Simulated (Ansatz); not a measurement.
C4H4F4: which of these isomers lies lowest?

4 of its isomers, all singlets with charge 0: A = `FC/C=C(/F)C(F)F`; B = `C/C(F)=C\C(F)(F)F`; C = `FC/C=C\C(F)(F)F`; D = `FC1CC(F)C1(F)F`.

Shapes, held fixed at every level: PBE0-D4/def2-TZVP. Flexible molecules stand in one conformer, not always the lowest. Programs: Ansatz 0.2.0.

Electronic energies in kJ/mol, without zero-point or thermal terms.

(1) From chemical knowledge, estimate the order of stability.

## Answers

(1) B < C < D < A in rising energy, over a span of 94 kJ/mol, by MP2/def2-TZVPP. All levels agree on that. The B − A difference spans -106.0 to -86.5 kJ/mol over the levels. 

| level | kind | B − A | C − A | D − A |
| --- | --- | --- | --- | --- |
| HF/def2-SVP | Hartree–Fock | -93.1 | -60.8 | -3.9 |
| PBE-D4/def2-TZVPP | GGA | -87.5 | -41.1 | -10.7 |
| BHLYP-D4/def2-TZVPP | global hybrid | -86.5 | -47.5 | -5.4 |
| PBE0-D4/def2-TZVPP | global hybrid | -90.9 | -46.0 | -21.3 |
| wB97X-V/def2-TZVPP | range-separated hybrid | -90.1 | -47.4 | -25.6 |
| MP2/def2-SVP | perturbation theory | -106.0 | -62.5 | -18.0 |
| CCSD/def2-SVP | coupled cluster or CI | -97.7 | -60.0 | -14.2 |
| MP2/def2-TZVPP | perturbation theory | -93.5 | -50.9 | -17.3 |

B is the clear minimum of the four, and the main reason is where the fluorines sit. A and B both carry a vinylic fluorine, but B gathers the other three in a CF3 group, while A spreads them over CHF2 and CH2F. Fluorines on one carbon stabilise each other through lone-pair donation into neighbouring C–F antibonding orbitals, helped by the electrostatics of a strongly positive carbon. C keeps the CF3 group but has an allylic instead of a vinylic fluorine; its place above B probably reflects the loss of fluorine lone-pair conjugation with the double bond and of the methyl group's hyperconjugation.

D exchanges the π bond for a σ bond at the price of ring strain, and the two nearly cancel against A. Its lead over A, from 3.9 to 25.6 kJ/mol, is therefore the least secure part of the order. All three alkenes have their carbon chain cis across the double bond, so the trans forms, which may well lie lower, remain untested.
